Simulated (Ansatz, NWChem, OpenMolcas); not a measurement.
SnNH4Cl (SMILES [NH2][SnH2][Cl]): methods side by side

SnNH4Cl: 7 atoms, total charge 0, spin state singlet. As SMILES, `[NH2][SnH2][Cl]`. The shape is that of a PBE0-D4/def2-TZVP optimisation. This is one conformer, not always the lowest.

Quantity: the HOMO–LUMO gap, in eV. The values are calculated.

| level | kind | program | value (eV) |
| --- | --- | --- | --- |
| HF/def2-SVP (core potential) | Hartree–Fock | NWChem | 14.08 |
| SVWN5/def2-SVP (core potential) | LDA | NWChem | 4.79 |
| revPBE/def2-SVP (core potential) | GGA | Ansatz | 4.89 |
| M06-L/def2-SVP (core potential) | meta-GGA | OpenMolcas | 5.61 |
| B3LYP/def2-SVP (core potential) | global hybrid | Ansatz | 6.72 |
| M06-2X/def2-SVP (core potential) | hybrid meta-GGA | OpenMolcas | 9.71 |
| r2SCAN0/def2-SVP (core potential) | hybrid meta-GGA | Ansatz | 7.71 |
| PBE-QIDH/def2-SVP (core potential) | double hybrid | Ansatz | 11.49 |

The values span 4.79 to 14.08 eV. Orbital gaps aren't excitation energies, and those of double hybrids come from the SCF part alone; they tend to grow with the share of exact exchange.

The gap of SnNH4Cl depends far more on the treatment of exchange than on the step from LDA to GGA: SVWN5 and revPBE nearly coincide at 4.79 and 4.89 eV, while Hartree–Fock gives 14.08 eV. M06-L, at 5.61 eV, lies above the other two functionals without exact exchange, so the exchange fraction alone doesn't fix the gap. The wide spread probably arises because exact exchange lowers the occupied levels while leaving the empty ones without the attraction that a semilocal potential gives them.

Chemically, the frontier orbitals are those expected of a tetravalent tin amide. The HOMO is probably mainly the nitrogen lone pair, with some chlorine lone-pair character, and the LUMO a σ* orbital weighted towards tin, since tin is the electropositive partner in the polar Sn–Cl and Sn–N bonds. The gap would then have partial ligand-to-metal character. Because the basis lacks diffuse functions, the LUMO may be artificially confined, especially in Hartree–Fock, and the table can't show how far this widens the gap.
